\section*{Solution key: the Bethe asymptotic cross section and the Fano plot}

\subsection*{Premises and notation}

A structureless projectile of charge $ze$ and speed $v$ strikes an atom or molecule with $N$ electrons, initially in its electronic ground state $|0\rangle$. The final state $|n\rangle$ lies at excitation energy $E_n>0$. The premises are these.

(P1) The interaction is the instantaneous Coulomb potential, and the kinematics are non-relativistic.

(P2) The transition amplitude is taken in the first Born approximation, with plane waves for the relative motion of reduced mass $\mu$.

(P3) The projectile is distinguishable from the target electrons and captures none of them.

(P4) The targets are randomly oriented. Degenerate final substates are summed, initial ones averaged. For a molecule the Born--Oppenheimer separation holds, and the rotational and vibrational levels of a final electronic state are summed by closure.

With $m$ the electron mass, $a_0=0.5292$ \AA\ and $R=13.606$ eV, one has $e^2/4\pi\epsilon_0=2Ra_0$ and $\hbar^2/2m=Ra_0^2$. The symbol
\begin{equation}
T=\tfrac12 mv^2 \tag{1}
\end{equation}
always contains the electron mass. It is the kinetic energy of an electron moving at the speed of the projectile, and $T/R=(v/v_0)^2$ with $v_0=\hbar/ma_0$.

\subsection*{Part (a). Cross section differential in momentum transfer}

Let $\hbar\mathbf k$ and $\hbar\mathbf k'$ be the relative momenta before and after the collision, $\hbar k=\mu v$, and $\mathbf q=\mathbf k-\mathbf k'$. By (P2),
\begin{equation}
\frac{d\sigma_n}{d\Omega}=\Big(\frac{\mu}{2\pi\hbar^2}\Big)^2\frac{k'}{k}\,
\Big|\int d^3r\,e^{i\mathbf q\cdot\mathbf r}\langle n|V|0\rangle\Big|^2 , \tag{2}
\end{equation}
\begin{equation}
V=\frac{ze^2}{4\pi\epsilon_0}\Big[\sum_A\frac{Z_A}{|\mathbf r-\mathbf R_A|}-\sum_{j=1}^N\frac{1}{|\mathbf r-\mathbf r_j|}\Big]. \tag{3}
\end{equation}
The nuclear term holds no electron coordinate. It drops out because the electronic states $n$ and $0$ are orthogonal at fixed nuclei. For the electronic term, shift the origin to $\mathbf r_j$ and use $\int d^3s\,e^{i\mathbf q\cdot\mathbf s}e^{-\lambda s}/s=4\pi/(q^2+\lambda^2)$ with $\lambda\to0$. The integral in (2) becomes $-(ze^2/4\pi\epsilon_0)(4\pi/q^2)\,\varepsilon_n$, with the inelastic form factor
\begin{equation}
\varepsilon_n(\mathbf q)=\langle n|\sum_j e^{i\mathbf q\cdot\mathbf r_j}|0\rangle . \tag{4}
\end{equation}
By (P4) the averaged $|\varepsilon_n|^2$ depends on $|\mathbf q|$ alone, so the azimuth gives $2\pi$. From $q^2=k^2+k'^2-2kk'\cos\theta$ follows $2\pi\sin\theta\,d\theta=\pi\,d(q^2)/kk'$. Then
\begin{equation}
d\sigma_n=\frac{4\mu^2z^2(2Ra_0)^2}{\hbar^4q^4}\,\frac{k'}{k}\,|\varepsilon_n|^2\,\frac{\pi\,d(q^2)}{kk'}
=4\pi z^2\frac{(2Ra_0)^2}{\hbar^2v^2}\,|\varepsilon_n|^2\frac{d(q^2)}{q^4}. \tag{5}
\end{equation}
The mass $\mu$ has cancelled. With $\hbar^2=2mRa_0^2$ the factor $(2Ra_0)^2/\hbar^2v^2$ equals $2R/mv^2=R/T$. Define $Q=(qa_0)^2$ and the generalised oscillator strength
\begin{equation}
f_n(Q)=\frac{E_n}{R}\,\frac{|\varepsilon_n|^2}{Q}. \tag{6}
\end{equation}
Equation (5) then reads
\begin{equation}
d\sigma_n=4\pi a_0^2z^2\,\frac{R}{T}\,\frac{R}{E_n}\,f_n(Q)\,d\ln Q . \tag{7}
\end{equation}
The measure is $d\ln Q=2\,d\ln q$. The projectile enters through $z^2R/T$ and the limits of $Q$, the target through $f_n(Q)$ alone.

\subsection*{Part (b). Kinematic limits and the shape of $f_n(Q)$}

Energy conservation gives $k'=k\sqrt{1-\eta}$ with $\eta=E_n/(\mu v^2/2)=mE_n/\mu T$. The smallest transfer occurs at $\theta=0$:
\begin{equation}
q_{\min}=k-k'=\frac{k^2-k'^2}{k+k'}=\frac{E_n}{\hbar v}\,\frac{2}{1+\sqrt{1-\eta}} . \tag{8}
\end{equation}
Since $a_0^2/\hbar^2v^2=1/4RT$,
\begin{equation}
Q_{\min}=\frac{E_n^2}{4RT}\Big(1+\frac{\eta}{2}+\dots\Big),\qquad
Q_{\max}=(k+k')^2a_0^2\simeq4\Big(\frac{\mu}{m}\Big)^2\frac{T}{R}. \tag{9}
\end{equation}
As $T$ grows, $Q_{\min}\to0$ and $Q_{\max}\to\infty$.

Small $Q$. Put $\mathbf q$ along an axis $x$ and expand the exponential in (4). The zeroth term is $N\langle n|0\rangle=0$, and the first is $iq\langle n|\sum_jx_j|0\rangle$. The averaged $|\varepsilon_n|^2$ is unchanged under $\mathbf q\to-\mathbf q$, so only even powers of $q$ survive:
\begin{equation}
f_n(Q)=f_n+f_n^{(1)}Q+\dots,\qquad
M_n^2\equiv\frac{f_nR}{E_n}=\frac{|\langle n|\sum_jx_j|0\rangle|^2}{a_0^2}. \tag{10}
\end{equation}
The series converges near $Q=0$ because the bound initial state decays exponentially. The limit $f_n$ is the optical oscillator strength. A transition is called allowed if $f_n\neq0$ and forbidden if $f_n=0$. The operator in (4) is spin-free, so transitions that change the spin do not occur at all under (P1)--(P3).

Large $Q$. At fixed $E_n$ the form factor is the Fourier transform of a localised transition density and falls as an inverse power of $q$. For a heavy projectile $Q_{\max}$ may be replaced by infinity with no effect at any order kept below.

\subsection*{Part (c). The asymptotic cross section}

Split the integral of (7) at $Q=1$, and below that point add and subtract $f_n$:
\begin{equation}
\int_{Q_{\min}}^\infty\! f_n(Q)\frac{dQ}{Q}=
\int_1^\infty\! f_n(Q)\frac{dQ}{Q}+\int_0^1\![f_n(Q)-f_n]\frac{dQ}{Q}
-f_n\ln Q_{\min}-\Delta_n , \tag{11}
\end{equation}
\begin{equation}
\Delta_n=\int_0^{Q_{\min}}[f_n(Q)-f_n]\frac{dQ}{Q}=f_n^{(1)}Q_{\min}+\dots \tag{12}
\end{equation}
This is an identity. The first two integrals in (11) converge by part (b) and do not depend on the projectile.

Allowed transition. Define a cut-off $\bar Q_n$ by
\begin{equation}
\ln\bar Q_n=\int_1^\infty\frac{f_n(Q)}{f_n}\frac{dQ}{Q}-\int_0^1\Big[1-\frac{f_n(Q)}{f_n}\Big]\frac{dQ}{Q}
=\int_0^\infty\Big[\frac{f_n(Q)}{f_n}-\frac{1}{1+Q}\Big]\frac{dQ}{Q}. \tag{13}
\end{equation}
The two forms agree because the first vanishes for the function $1/(1+Q)$: $\int_1^\infty dQ/[Q(1+Q)]=\ln2=\int_0^1dQ/(1+Q)$. A step function equal to $f_n$ up to $\bar Q_n$ and zero beyond has the same area in $\ln Q$ as $f_n(Q)$. Then (11) equals $f_n\ln(\bar Q_n/Q_{\min})-\Delta_n$, and with (9)
\begin{equation}
\sigma_n=4\pi a_0^2z^2\frac{R}{T}\Big[M_n^2\ln\frac{4c_nT}{R}+\gamma_n\frac{R}{T}+\dots\Big],\qquad
c_n=\bar Q_n\Big(\frac{R}{E_n}\Big)^2 . \tag{14}
\end{equation}
The first term is the Bethe asymptote, which goes back to Bethe's paper of 1930. The next term has two sources. The factor $1+\eta/2$ gives $-M_n^2\eta/2=-(m/2\mu)f_nR/T$, and (12) gives $-(R/E_n)f_n^{(1)}E_n^2/4RT$. Hence
\begin{equation}
\gamma_n=-\frac{m}{2\mu}f_n-\frac{E_n}{4R}f_n^{(1)} . \tag{15}
\end{equation}

Forbidden transition. With $f_n=0$ the logarithm is absent and the two integrals in (11) join:
\begin{equation}
\sigma_n=4\pi a_0^2z^2\frac{R}{T}\Big[b_n+\gamma_n\frac{R}{T}+\dots\Big],\qquad
b_n=\frac{R}{E_n}\int_0^\infty f_n(Q)\frac{dQ}{Q}. \tag{16}
\end{equation}
The logarithm in (14) comes from the plateau of $f_n(Q)$ at small $Q$, that is from distant collisions. The plateau lengthens as $\ln T$ because $Q_{\min}\propto1/T$. A forbidden transition has no plateau. For a group of final states the brackets add, so that
\begin{equation}
M^2=\sum M_n^2,\qquad M^2\ln c=\sum_{\rm allowed}M_n^2\ln c_n+\sum_{\rm forbidden}b_n . \tag{17}
\end{equation}

\subsection*{Part (d). Closed example: H $1s\to2p$ and $1s\to2s$}

One integral serves throughout. For integer $p\ge1$,
\begin{equation}
\int_0^\infty\Big[\frac{1}{(1+y)^p}-\frac{1}{1+y}\Big]\frac{dy}{y}=-H_{p-1},\qquad H_s=\sum_{k=1}^s\frac1k , \tag{18}
\end{equation}
because $(1+y)^{-p}-(1+y)^{-(p-1)}=-y(1+y)^{-p}$, so each step in $p$ contributes $-1/(p-1)$. If $y=Q/Q_0$, (13) gains the term $\ln Q_0$.

With lengths in $a_0$, $\psi_{1s}=\pi^{-1/2}e^{-r}$, $\psi_{2p}=(32\pi)^{-1/2}x\,e^{-r/2}$ along $\mathbf q$, and $\psi_{2s}=(32\pi)^{-1/2}(2-r)e^{-r/2}$. The two other $2p$ states do not couple, by axial symmetry. The generating integral is $G=\int d^3r\,e^{iqx-\lambda r}=8\pi\lambda/(\lambda^2+Q)^2$, with $\lambda=3/2$. A factor $x$ is produced by $-i\partial_q$ and a factor $r$ by $-\partial_\lambda$:
\begin{equation}
\varepsilon_{2p}=\frac{-i\partial_qG}{\pi\sqrt{32}}=\frac{6\sqrt2\,i\,q}{(9/4+Q)^3},\qquad
\varepsilon_{2s}=\frac{(2+\partial_\lambda)G}{\pi\sqrt{32}}=\frac{\sqrt{32}\,Q}{(9/4+Q)^3}. \tag{19}
\end{equation}
With $y=4Q/9$ and $M_{2p}^2=72(4/9)^6=0.5549$, the ratios $|\varepsilon|^2/Q$ are $M_{2p}^2(1+y)^{-6}$ and $M_{2p}^2\,y(1+y)^{-6}$. Since $E/R=3/4$,
\begin{equation}
\ln c_{2p}=\ln\tfrac94-H_5-2\ln\tfrac34=\ln4-\tfrac{137}{60}=-0.897,\qquad
b_{2s}=\tfrac15M_{2p}^2=0.1110 , \tag{20}
\end{equation}
so $c_{2p}=0.408$.

\subsection*{Part (e). Total ionisation and the Fano plot}

For the continuum, $f_n(Q)\to[df(Q,E)/dE]\,dE$, summed over all ionised final states of energy $E$ above the threshold $I$. Write $df/dE$ for the optical limit. Equations (13), (14) and (17) give
\begin{equation}
M_i^2=\int_I^\infty\!\frac{R}{E}\frac{df}{dE}\,dE,\qquad M_i^2\ln c_i=J_i-2L_i , \tag{21}
\end{equation}
\begin{equation}
L_i=\int_I^\infty\!\frac{R}{E}\frac{df}{dE}\ln\frac{E}{R}\,dE,\quad
J_i=\int_I^\infty\!dE\,\frac{R}{E}\int_0^\infty\Big[\frac{df(Q,E)}{dE}-\frac{1}{1+Q}\frac{df}{dE}\Big]\frac{dQ}{Q}. \tag{22}
\end{equation}
The limit $Q_{\min}\to0$ is not uniform in $E$, so the energy integral needs a separate justification. Let $A=\sum_je^{i\mathbf q\cdot\mathbf r_j}$. For a velocity-independent potential, $\tfrac12\langle0|[A^\dagger,[H,A]]|0\rangle=N\hbar^2q^2/2m=NRQ$. The left side is the mean of $\sum_nE_n|\varepsilon_n|^2$ at $\mathbf q$ and $-\mathbf q$, which are equal by (P4). Dividing by $RQ$ gives the Bethe sum rule $\sum_nf_n(Q)=N$ at every $Q$. For $RQ\gg I$ the struck electron is nearly free and takes the energy $\hbar^2q^2/2m$, so this strength gathers on the ridge $df/dE\simeq N\,\delta(E-RQ)$. The inner integral of $J_i$, times $R/E$, then tends to $NR/E^2$, and $J_i$ converges.

The remainder is $\int dE\,(R/E)\,\Delta(E)$ from (12). It has two regions of order $R/T$. For $E\ll T$ the expansion (12) holds and reproduces (15). The ridge lies below $Q_{\min}$ when $E/R<E^2/4RT$, that is for $E>4T$, the largest energy $2mv^2$ that a heavy particle can give to a free electron at rest. The area lost there is $\int_{4T}^\infty NR\,dE/E^2=NR/4T$. Dropping terms in $m/\mu$,
\begin{equation}
\gamma_i=-\frac N4-\frac14\int_I^\infty\frac{E}{R}\frac{df^{(1)}}{dE}\,dE . \tag{23}
\end{equation}

The Fano plot shows the scaled cross section against $\ln(T/R)$:
\begin{equation}
Y\equiv\frac{\sigma}{4\pi a_0^2z^2}\frac{T}{R}=M^2\ln\frac{T}{R}+B+\gamma\frac{R}{T},\qquad B=M^2\ln4c . \tag{24}
\end{equation}
At large $T$ the points approach a straight line. Its slope is $M^2$, a purely optical quantity that photoabsorption also fixes, and its intercept is $B$. A forbidden process gives a horizontal line at height $b$. For $\gamma<0$ the curve approaches the line from below. All structureless projectiles share one asymptote when plotted at equal speed.

\subsection*{Part (f). Model of H$_2$ and its constants}

Model. The two electrons of H$_2$ move independently in a one-centre Coulomb field of charge $\zeta$, both in the $1s$ orbital. The charge is chosen so that the binding energy $\zeta^2R$ equals a typical ionisation energy $I\approx15.4$ eV, which gives $\zeta^2=1.132$. A singlet state with one electron promoted has $\sqrt2$ times the one-electron form factor, so all strengths double. Lengths scale as $1/\zeta$ and energies as $\zeta^2$, so per electron $f(Q)=f^{\rm H}(Q/\zeta^2)$, $M^2=M_{\rm H}^2/\zeta^2$, $\bar Q=\zeta^2\bar Q_{\rm H}$ and $c=c_{\rm H}/\zeta^2$. Therefore
\begin{equation}
Y=\frac{2}{\zeta^2}\Big[M_{\rm H}^2\ln\frac{T}{\zeta^2R}+B_{\rm H}+\gamma_{\rm H}\frac{\zeta^2R}{T}\Big], \tag{25}
\end{equation}
where H marks the ionisation constants of atomic hydrogen. Two standard hydrogen results are taken as given. For the shell $n$, summed over $l$, with $E_n/R=1-1/n^2$,
\begin{equation}
f_n(Q)=2^8n^5(n^2-1)\Big[\frac{n^2-1}{3}+n^2Q\Big]\frac{[(n-1)^2+n^2Q]^{n-3}}{[(n+1)^2+n^2Q]^{n+3}} , \tag{26}
\end{equation}
and for the optical continuum, with $\epsilon=E/R=1+\kappa^2$,
\begin{equation}
\frac{df}{d\epsilon}=\frac{128}{3\epsilon^4}\,\frac{\exp[-(4/\kappa)\arctan\kappa]}{1-\exp(-2\pi/\kappa)} . \tag{27}
\end{equation}
For $n=2$, (26) gives $24/(9/4+Q)^5$, the sum of the two strengths from (19).

Closure. Summing $|\varepsilon_n|^2$ over all states but $1s$ gives $1-F^2$, where $F=(1+Q/4)^{-2}$ is $G/\pi$ at $\lambda=2$. With $y=Q/4$,
\begin{equation}
\sum_n\frac{R}{E_n}f_n(Q)=\frac{1-(1+y)^{-4}}{4y}=\frac14\sum_{p=1}^4(1+y)^{-p}. \tag{28}
\end{equation}
At $Q=0$ this is $M_{\rm tot}^2=1$. By (18), the quantity $J$ for all states is
\begin{equation}
J_{\rm tot}=\ln4-\tfrac14(H_0+H_1+H_2+H_3)=\ln4-\tfrac{13}{12}=0.3030 . \tag{29}
\end{equation}

Discrete part. Each shell contributes $J_n=M_n^2\ln\bar Q_n$, which includes the $b$ terms of its forbidden members. Put $y=n^2Q/(n+1)^2$ and $t=y/(1+y)$. Then (26) becomes $f_n(Q)/f_n=(1-t)^5P_n(t)$ with
\begin{equation}
P_n(t)=\Big[1+\frac{2n+4}{n-1}t\Big]\Big[1+\frac{4n}{(n-1)^2}t\Big]^{n-3},
\tag{30}
\end{equation}
and $dy/y=dt/[t(1-t)]$. The constant term of $P_n$ yields $-H_4=-25/12$ by (18), so
\begin{equation}
\ln\bar Q_n=\ln\frac{(n+1)^2}{n^2}-\frac{25}{12}+\int_0^1(1-t)^4\,\frac{P_n(t)-1}{t}\,dt . \tag{31}
\end{equation}
Here $P_2=1$, and $P_n$ is a polynomial for $n\ge3$. From (26) at $Q=0$, $M_n^2=2^8n^7(n-1)^{2n-5}/[3(n+1)^{2n+5}]$, which falls as $(256/3)e^{-4}n^{-3}$.

\begin{center}
\begin{tabular}{cccc}
$n$ & $M_n^2$ & $\ln\bar Q_n$ & $J_n$\\ \hline
2 & 0.5549 & $-1.272$ & $-0.7061$\\
3 & 0.0890 & $-0.508$ & $-0.0452$\\
4 & 0.0309 & $-0.244$ & $-0.0076$\\
5 & 0.0145 & $-0.123$ & $-0.0018$\\
$\ge6$ & 0.0272 & & $0.0001$\\ \hline
all & 0.7166 & & $-0.7605$
\end{tabular}
\end{center}
Products and sums are formed from unrounded entries. Subtraction gives $M_{\rm H}^2=1-0.7166=0.2834$, which direct integration of (27) with weight $1/\epsilon$ reproduces, and $J_i=0.3030+0.7605=1.0635$. Quadrature of (27) gives $L_i=0.0999$ and the continuum strength $f_i=\int(df/d\epsilon)\,d\epsilon=0.4350$. Hence
\begin{equation}
M_{\rm H}^2\ln c_{\rm H}=1.0635-2(0.0999)=0.8637,\qquad B_{\rm H}=0.8637+0.2834\ln4=1.2566 . \tag{32}
\end{equation}
So $\ln c_{\rm H}=3.05$, far above $\ln c_{2p}$, because $J_i$ contains the ridge, that is the close collisions.

Next order. For one electron, $(H-E_0)e^{iqx}\psi_0=e^{iqx}(RQ+\hbar qp_x/m)\psi_0$. The squared norm is $\sum_nE_n^2|\varepsilon_n|^2=R^2Q^2+\hbar^2q^2\langle p_x^2\rangle/m^2$, since $\langle p_x\rangle=0$. Dividing by $R^2Q$ shows that $\sum_n(E_n/R)f_n(Q)$ is $Q$ plus a constant, so $\sum_n(E_n/R)f_n^{(1)}=1$ over all states. The logarithmic derivative of (26) at $Q=0$ is $n^2(n^2-9)/(n^2-1)^2$, which means $(E_n/R)f_n^{(1)}=9f_n-8M_n^2$. Since the total $f$ and the total $M^2$ are both 1, the continuum share is $1-9(1-f_i)+8(1-M_{\rm H}^2)=9f_i-8M_{\rm H}^2=1.648$. Then (23) gives $\gamma_{\rm H}=-(1+1.648)/4=-0.662$.

Inserting these in (25), the slope is $2(0.2834)/1.132$, the intercept is $(2/1.132)(1.2566-0.2834\ln1.132)$, and
\begin{equation}
Y=0.5007\,\ln\frac{T}{R}+2.158-1.324\,\frac{R}{T}, \tag{33}
\end{equation}
which corresponds to $c_i=18.6$. The figures in (33) are those of the model's arithmetic.

\subsection*{Part (g). Range of validity}

1. Asymptotic expansion. The straight line needs $T\gg R$ and $T\gg I$. In the model the last term of (33) is 4 per cent of the line at $T/R=10$, a proton energy of about 0.25 MeV, and it falls roughly as $1/T$.

2. Born approximation. The general condition is $|z|v_0/v\ll1$. It is milder in effect than it looks. For close collisions with a nearly free electron the Born cross section equals the exact Coulomb one. For distant collisions the leading correction, odd in $z$, is governed by the ratio of the collision diameter $|z|e^2/4\pi\epsilon_0mv^2$ to the adiabatic radius $\hbar v/I$, which is $|z|(I/2R)(R/T)^{3/2}$. Its coefficient is not derived here. For highly charged ions both parameters grow as $|z|$, and $z^2$ scaling fails first.

3. Excluded processes. Electron capture, and exchange for electron projectiles, lie outside (P3). Projectiles that carry electrons need their own form factor. In condensed matter at very high speed, polarisation of the medium cuts off the distant collisions.

4. Relativity. With $\beta=v/c$, $T$ must be formed from the true speed. The standard relativistic result, quoted without proof, then adds $M^2[-\ln(1-\beta^2)-\beta^2]\simeq M^2\beta^4/2$ to $Y$, and the natural abscissa becomes $\ln[\beta^2/(1-\beta^2)]-\beta^2$.

5. Projectile mass. The dropped terms are $m/\mu$ times the $R/T$ term in order of magnitude. For a proton on H$_2$, $\mu\approx\tfrac23m_p$ and $m/\mu\approx8\times10^{-4}$.

\subsection*{Part (h). Protons on H$_2$}

For a proton of kinetic energy $E_p$, $\beta^2=1-(1+E_p/m_pc^2)^{-2}$ and $T=\tfrac12mc^2\beta^2$. With $z=1$, $4\pi a_0^2=3.519$ \AA$^2$ and $\sigma_i=3.519\,Y\,(R/T)$ \AA$^2$, where $Y$ is the straight-line part of (33) and $\delta Y$ its last term.

\begin{center}
\begin{tabular}{ccccccc}
$E_p$ (MeV) & $T$ (eV) & $T/R$ & $\ln(T/R)$ & $Y$ & $\delta Y$ & $\sigma_i$ (\AA$^2$)\\ \hline
1 & 543.7 & 39.96 & 3.688 & 4.00 & $-0.033$ & 0.35\\
2 & 1085.8 & 79.80 & 4.380 & 4.35 & $-0.017$ & 0.19\\
5 & 2701.5 & 198.6 & 5.291 & 4.81 & $-0.007$ & 0.085
\end{tabular}
\end{center}

At 1 MeV the threshold value is $Q_{\min}=I^2/4RT=0.0080$, or $q_{\min}=0.17$ \AA$^{-1}$, well on the optical plateau, and the ridge is open up to $4T=2.2$ keV. The correction $\delta Y$ is 0.8 per cent of $Y$. The Born parameters are $v_0/v=0.16$ and $(I/2R)(R/T)^{3/2}=0.002$. At 5 MeV, $\beta^2=0.0106$ and the relativistic addition to $Y$ is $3\times10^{-5}$. All these corrections are smaller than the uncertainty of the target model, which limits $\sigma_i$ to two figures at best.

The model omits the two-centre structure, electron correlation and double ionisation, and its ejected electron sees the charge $\zeta$ at all distances. As typical knowledge, the slope $M_i^2$ for H$_2$ is near 0.7, so the model's slope is low by a fraction of about 0.3, while its cross sections at these energies stay within roughly ten to fifteen per cent of typical ones: the intercept is too high in compensation, and the model line falls increasingly short at higher speeds.

Hydrogen is a common carrier and annealing gas in wafer processing. As an ideal gas at one atmosphere and 300 K it has a number density of 0.0245 nm$^{-3}$. With the model's $\sigma_i=0.35$ \AA$^2$, a 1 MeV proton travels $1/(n\sigma_i)=1.2\times10^4$ nm on average between primary ionisations.